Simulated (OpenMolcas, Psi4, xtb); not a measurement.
A ladder of methods for BSiH3OF2 (SMILES FB(F)O[SiH3])

BSiH3OF2 has 8 atoms, charge 0, and is taken as a singlet. SMILES: `FB(F)O[SiH3]`. The coordinates come from a PBE0-D4/def2-TZVP relaxation.

Quantity: the vertical ionisation energy (to the doublet cation), in eV. The values are calculated.

| level | kind | program | value (eV) |
| --- | --- | --- | --- |
| GFN1-xTB | semi-empirical | xtb | 15.85 |
| HF/cc-pVDZ | Hartree–Fock | Psi4 | 12.11 |
| SVWN5/cc-pVDZ | LDA | OpenMolcas | 11.44 |
| BLYP/cc-pVDZ | GGA | OpenMolcas | 11.25 |
| PBE/cc-pVDZ | GGA | OpenMolcas | 11.34 |
| r2SCAN/cc-pVDZ | meta-GGA | OpenMolcas | 11.66 |
| M06-2X/cc-pVDZ | hybrid meta-GGA | OpenMolcas | 12.22 |
| MP2/cc-pVDZ | perturbation theory | Psi4 | 12.28 |

The values span 11.25 to 15.85 eV. The xTB values lack the empirical shift that such differences need.

Leaving aside the GFN1-xTB value, the calculations place the vertical ionisation energy between 11.25 and 12.28 eV. The functionals without exact exchange all fall below Hartree–Fock, M06-2X and MP2, probably because they overstabilise a cation whose hole is spread over several centres. Within that lower group, the value does not rise steadily with the sophistication of the functional: both GGAs lie below the LDA, and only r2SCAN lies above it.

An ionisation energy this large fits the bonding. The oxygen lone pair is the obvious source of the electron, but it is held down by donation into the empty boron p orbital and by the inductive pull of the fluorines. Si–H bonding orbitals probably lie close in energy and may mix with it or compete for the hole, so the total energies alone do not identify the ionised orbital. The closeness of M06-2X and MP2 supports a value near the top of this range but does not fix it, since the two could agree through different errors.
